The term purity of a level is the squared amplitude of its leading $LS$ term, the Landé factor $g$ is its magnetic moment per unit of $J$ in Bohr magnetons, and the fine structure is the set of intervals between the levels $j$ (written $J$ here) of one term. For the two valence electrons of Ar$^{6+}$ these were computed relativistically by configuration interaction, with energies given before (CI) and after (CI+MBPT) core-valence correlation, Breit and QED are added. Purity measures $LS$ character only, so 1.00 does not mean a single configuration.

Levels of Ar⁶⁺, two electrons outside a closed [He] 2s² 2p⁶ core, from B-spline many-body code 1: no-pair Dirac CI in the frozen-core Dirac-Hartree-Fock potential, then CI+MBPT with screened core-valence correlation, Breit and QED. Energies are relative to 3s² ¹S₀, jj gives the j values of the two electrons, and the nuclear rms radius is 3.4274 fm.

| configuration | term | j | parity | jj | term purity | lande g | energy CI (eV) | energy, CI+MBPT (eV) |
| --- | --- | --- | --- | --- | --- | --- | --- | --- |
| 3s2 | 1S | 0 | even | 1/2,1/2 | 1.00 | n/a | 0 | 0 |
| 3s3p | 3P | 0 | odd | 1/2,1/2 | 1.00 | n/a | 13.904 | 14.015 |
| 3s3p | 3P | 1 | odd | 1/2,1/2 | 1.00 | 1.501 | 14.007 | 14.114 |
| 3s3p | 3P | 2 | odd | 1/2,3/2 | 1.00 | 1.501 | 14.221 | 14.323 |
| 3s3p | 1P | 1 | odd | 1/2,3/2 | 1.00 | 1.000 | 21.377 | 21.182 |
| 3p2 | 1D | 2 | even | 1/2,3/2 | 0.982 | 1.009 | 32.709 | 32.817 |
| 3p2 | 3P | 0 | even | 1/2,1/2 | 0.998 | n/a | 33.520 | 33.452 |
| 3p2 | 3P | 1 | even | 1/2,3/2 | 1.00 | 1.501 | 33.639 | 33.569 |
| 3p2 | 3P | 2 | even | 3/2,3/2 | 0.982 | 1.492 | 33.864 | 33.790 |
| 3p2 | 1S | 0 | even | 3/2,3/2 | 0.998 | n/a | 39.462 | 39.292 |
| 3s3d | 3D | 1 | even | 1/2,3/2 | 1.00 | 0.4988 | 40.247 | 40.159 |
| 3s3d | 3D | 2 | even | 1/2,3/2 | 1.00 | 1.167 | 40.253 | 40.164 |
| 3s3d | 3D | 3 | even | 1/2,5/2 | 1.00 | 1.334 | 40.263 | 40.172 |
| 3s3d | 1D | 2 | even | 1/2,5/2 | 1.00 | 1.000 | 46.205 | 45.924 |
| 3p3d | 3F | 2 | odd | 1/2,3/2 | 0.983 | 0.6718 | 54.925 | 54.998 |
| 3p3d | 3F | 3 | odd | 3/2,3/2 | 0.999 | 1.084 | 55.052 | 55.121 |
| 3p3d | 3F | 4 | odd | 3/2,5/2 | 1.00 | 1.251 | 55.210 | 55.273 |
| 3p3d | 1D | 2 | odd | 3/2,5/2 | 0.981 | 0.9950 | 55.836 | 55.801 |
| 3p3d | 3P | 2 | odd | 1/2,5/2 | 0.916 | 1.473 | 58.647 | 58.530 |
| 3p3d | 3P | 1 | odd | 1/2,3/2 | 0.884 | 1.385 | 58.741 | 58.622 |
| 3p3d | 3P | 0 | odd | 3/2,3/2 | 1.00 | n/a | 58.815 | 58.703 |
| 3p3d | 3D | 1 | odd | 3/2,3/2 | 0.884 | 0.6148 | 59.083 | 58.895 |
| 3p3d | 3D | 2 | odd | 3/2,3/2 | 0.917 | 1.194 | 59.132 | 58.941 |
| 3p3d | 3D | 3 | odd | 3/2,5/2 | 0.999 | 1.334 | 59.162 | 58.963 |
| 3p3d | 1F | 3 | odd | 3/2,3/2 | 0.999 | 1.000 | 63.151 | 62.951 |
| 3s4s | 3S | 1 | even | 1/2,1/2 | 1.00 | 2.002 | 63.464 | 63.745 |
| 3p3d | 1P | 1 | odd | 3/2,5/2 | 0.999 | 0.9998 | 64.209 | 64.051 |
| 3s4s | 1S | 0 | even | 1/2,1/2 | 1.00 | n/a | 64.871 | 65.153 |
| 3s4p | 3P | 0 | odd | 1/2,1/2 | 1.00 | n/a | 70.081 | 70.366 |
| 3s4p | 3P | 1 | odd | 1/2,1/2 | 0.965 | 1.484 | 70.109 | 70.391 |
| 3s4p | 3P | 2 | odd | 1/2,3/2 | 1.00 | 1.501 | 70.189 | 70.470 |
| 3s4p | 1P | 1 | odd | 1/2,3/2 | 0.965 | 1.018 | 70.417 | 70.654 |
| 3s4d | 3D | 1 | even | 1/2,3/2 | 1.00 | 0.4988 | 78.416 | 78.666 |
| 3s4d | 3D | 2 | even | 1/2,3/2 | 1.00 | 1.167 | 78.424 | 78.673 |
| 3s4d | 3D | 3 | even | 1/2,5/2 | 1.00 | 1.334 | 78.435 | 78.683 |
| 3s4d | 1D | 2 | even | 1/2,5/2 | 1.00 | 1.000 | 78.513 | 78.763 |

Given where the terms lie, the rule takes all three quantities from one operator, $H=\sum_i\zeta_i\,\mathbf l_i\cdot\mathbf s_i$, with one constant $\zeta$ per orbital. Energies below are CI+MBPT unless stated.

In the limit where terms are far apart compared with $\zeta$, only the diagonal part acts. Within a triplet each spin projects to $\mathbf S/2$ and each $\mathbf l_i$ projects on $\mathbf L$, so $H\to A\,\mathbf L\cdot\mathbf S$ with

$$A=\sum_i \zeta_i\,\frac{L(L+1)+l_i(l_i+1)-l_k(l_k+1)}{4L(L+1)},$$

$k$ being the other electron. The interval from $J-1$ to $J$ is $AJ$, and $g$ has its Landé value, such as 1.501 for $^3P$ and 1.000 for a singlet. For an $s\,l$ triplet $A=\zeta/2$, and the spread from lowest to highest $J$ is $(l+\tfrac12)\zeta$. Those two outer levels have no partner of equal $J$ in their configuration, so their spread fixes $\zeta$ directly. In $3s3p$, $(14.323-14.015)/1.5$ gives $\zeta_{3p}=205$ meV. In $3s3d$, $(40.172-40.159)/2.5$ gives $\zeta_{3d}=5.2$ meV, uncertain by nearly a tenth from rounding. These two numbers are the whole fit.

For a penetrating orbital, such as p here, a higher shell should need no new constant, which is tested below on one pair only, 3p to 4p. The spin-orbit integral is gathered near the nucleus, where the shape of a penetrating orbital hardly depends on $n$ and only its normalisation changes, as $n^{*-3}$. The effective quantum number comes from binding energy $=49\,\mathrm{Ry}/n^{*2}$, 7 being the charge seen from outside.

When two levels of equal $J$ come close, the off-diagonal element $V$ matters. For a two-level problem with final gap $D$, the admixed weight $w$ obeys $w(1-w)=V^2/D^2$, each level is pushed away by $wD$, the purity is $1-w$, and $g$ is the weighted mean of the two $LS$ values. For an $s\,l$ configuration $V$ follows from a determinant. The $J=l$ block has diagonal elements $-\zeta/2$ (triplet) and 0 (singlet), and its eigenvalues must be those of the lone electron, $l\zeta/2$ and $-(l+1)\zeta/2$. Hence $V^2=l(l+1)\zeta^2/4$, or $V=\zeta/\sqrt2$ for p. The opposite limit is contained in the same block: with no exchange splitting, $D=\tfrac32\zeta$, $w(1-w)=2/9$ and $w=1/3$, which is pure $jj$ coupling. An $sp$ pair whose singlet starts above its triplet therefore has a purity between 1 and 2/3; if configuration mixing pulls the singlet below, the purity can fall to 1/2.

The level $3s4p\ ^3P_1$ took no part in the fit, though its position and gap are read from the table. The $(2J+1)$-weighted triplet centres lie at 14.219 and 70.432 eV, which is 110.09 and 53.88 eV below the ionisation energy of 124.31 eV from the same calculation, giving $n^*=2.461$ and 3.518. Then $\zeta_{4p}=205.3\times(2.461/3.518)^3=70.3$ meV, against 69.3 meV from the table's own spread, a difference the size of the rounding. (The ionisation energy is 0.10 eV below the semi-empirical 124.41 eV, which moves $n^*$ by about a part in a thousand.) So $V=49.7$ meV, and with $D=70.654-70.391=0.263$ eV, $V^2/D^2=0.036$ and $w=0.037$. The table has 0.035. The first-order intervals, 35 and 70 meV, are far from the tabulated 25 and 79; the push of 10 meV on $J=1$ turns them into 25 and 80. The Landé factor becomes $1.501-0.037\times0.501=1.483$ against 1.484.

The same pair one shell lower shows which variable governs. In $3s3p$, $V$ is three times larger, 145 meV, but the gap is 7.07 eV, and $w$ is 0.00042, which the purity column rounds away. It can be recovered from magnetic dipole elements of the same calculation: $^1P_1$ reaches $^3P_0$ only through its triplet part, and the square of the weak element, divided by the sum of the squares of the weak and the strong one, gives 0.00041. Mixing goes as $(\zeta/D)^2$, and from 3p to 4p the gap falls by a factor of 27 while $\zeta$ falls by 3. Because of the square, the quality of $D$ counts double. The CI gap of $3s4p$ is 0.308 eV, and CI energies throughout give a purity of 0.972, further from the tabulated 0.965 than the 0.963 from CI+MBPT. The step between the columns lumps correlation, Breit and QED together, so no one of them can be credited.

The second worked term, $3p3d\ ^3P$, is also outside the fit and is inverted: $J=2,1,0$ at 58.530, 58.622 and 58.703 eV. To couple $l=1$ and $l=2$ to $L=1$, the p momentum must point against $\mathbf L$, and the formula gives $A=-\zeta_{3p}/4+3\zeta_{3d}/4=-47.4$ meV. This explains the sign but predicts intervals of $-47$ and $-95$ meV, whereas the table has $-81$ and $-92$. The $^3D$ term lies just above. Since $\mathbf l_p+\mathbf l_d=\mathbf L$ cannot connect different $L$, the two momenta have opposite elements and $V$ is proportional to $\zeta_{3p}-\zeta_{3d}=200$ meV. Angular-momentum recoupling gives the factors $3\sqrt{15}/20=0.581$ for $J=2$ and $\sqrt3/4=0.433$ for $J=1$.

For $J=2$, $V=116$ meV and $D=58.941-58.530=0.411$ eV, so $V^2/D^2=0.080$ and $w=0.088$, against 0.084 in the table; $g=1.501-0.088\times(1.501-1.167)=1.472$ against 1.473. For $J=1$, $V=87$ meV and $D=0.273$ eV give $V^2/D^2=0.101$ and $w=0.114$, against 0.116; here the shortcut $w\approx V^2/D^2$ is already a tenth low and the quadratic must be solved. The pushes are 36 and 31 meV downward, and $J=0$ has no $^3D$ partner. The intervals become $-47-31=-78$ and $-95-36+31=-100$ meV. The distant singlets, left out here, shift these by a few meV. The same pushes act upward on $^3D$ and account for its intervals shrinking with $J$ (46 then 22 meV) where the interval rule has them growing.

A survey of every row, summing over all partners of equal $J$ in a configuration, was made with the d constants set at twice their proper values ($\zeta_{3d}=10.4$ meV). Its figures are exact for the rule on rows without a d electron and indicative for the rest; with the proper constants the summary errors come out somewhat smaller. Over the twelve unfitted intervals the rms deviation from the table fell from 18 meV in first order to about 5 meV with mixing, the largest being 7 meV. Purity came out with an rms error near 0.003 over 36 rows, most of which are trivially pure, and $g$ near 0.002 over 29 rows, against 0.032 for pure $LS$ values. The correction matters most for $3p3d\ ^3P_1$, where the survey's purity of 0.893 moves to the 0.886 worked above, beside a tabulated 0.884; for $^3P_2$ it turns an exact match into an excess of about 0.005 in $w$. Agreement in $g$ is no second test, since $g$, purity and the dipole elements are tied by angular algebra inside the calculation. What is tested is $w$ from $\zeta$ and $D$.

The rule assumes single configurations, and $3p^2$ breaks that. For $^1D_2$ and $^3P_2$, $V=\zeta_{3p}/\sqrt2=145$ meV and $D=0.973$ eV give $w=0.023$, where the table has 0.018, and the upper $^3P$ interval comes out at 228 meV against 221. The $^1D$ term lies below $^3P$, against Hund's order, already at the CI level. The standard cause in magnesium-like ions is electrostatic mixing with $3s3d\ ^1D$, which drives one term down and the other up; $3s3d\ ^1D_2$ does lie 5.75 eV above $^3D_3$. The $3s3d$ part carries no 3p spin-orbit coupling, so it dilutes $V^2$. The dipole elements put the admixture at 0.80 of the rule, a plausible indication of the $p^2$ share, though it is inferred and not a computed weight. The direction of the push follows the real order, upward on $^3P_2$, so Hund's order would have given the wrong sign.

For $3s4d$ the rule fails outright. With $n^*=2.815$ and 3.822, $\zeta_{4d}$ should be 2.1 meV and the $3s4d$ spread 5 meV, yet the table shows 17 meV, wider than the 13 meV of $3s3d$. Reading that spread as a one-electron constant, 6.8 meV, gives $V=\tfrac{\sqrt6}{2}\times6.8=8.3$ meV and $w\approx0.009$ across the 90 meV gap to $^1D_2$, but both levels are listed as pure. A single $\zeta_{4d}$ cannot produce both facts. The CI energies, which contain no Breit interaction, already show the wider $3s4d$ spread (19 meV against 16 meV), so two-electron magnetic terms do not create it. A weakly penetrating d orbital has so small a direct term that p character borrowed through configuration mixing can outweigh it. The natural lender is $3p4p\ ^3D$, with $A=(\zeta_{3p}+\zeta_{4p})/4=69$ meV and a spread of $5A=0.34$ eV, so an admixture of 3 to 4 % supplies the missing 12 meV. The $3s3d$ triplet has no such partner in $3p^2$, which contains no $^3D$ term, and keeps its narrow spread. The borrowed part enters the singlet-triplet element as $\zeta_{3p}-\zeta_{4p}$ rather than as the sum, so it need not add to $V$ and can offset the small direct term, leaving both levels pure. The table lists no configuration weights, so the admixture is inferred; on this reading it is the single-configuration assumption that fails, not the $n^{*-3}$ scaling. The gap itself hardly depends on the level of theory, 89 meV in CI and 90 meV in CI+MBPT.

If no $3s3p$ spread is at hand, the penetration formula $\zeta=\alpha^2\mathrm{Ry}\,Z_o^2Z_i^2/[n^{*3}\,l(l+\tfrac12)(l+1)]$, with outer charge $Z_o=7$ and the rough recalled inner charge $Z_i\approx Z-4$, gives 156 meV, 24 % below the fitted value, and the square carries that to about 40 % in $w$. It still indicates the trend for a neighbouring ion. Along the magnesium-like sequence the formula makes $\zeta$ grow as $Z_o^2Z_i^2/n^{*3}$, faster than the electrostatic gaps within a shell, which grow roughly in proportion to the charge, so purities should fall, first for the pairs that are closest here. Once a level has two partners of comparable weight, the pairwise sum has to give way to a full diagonalisation.
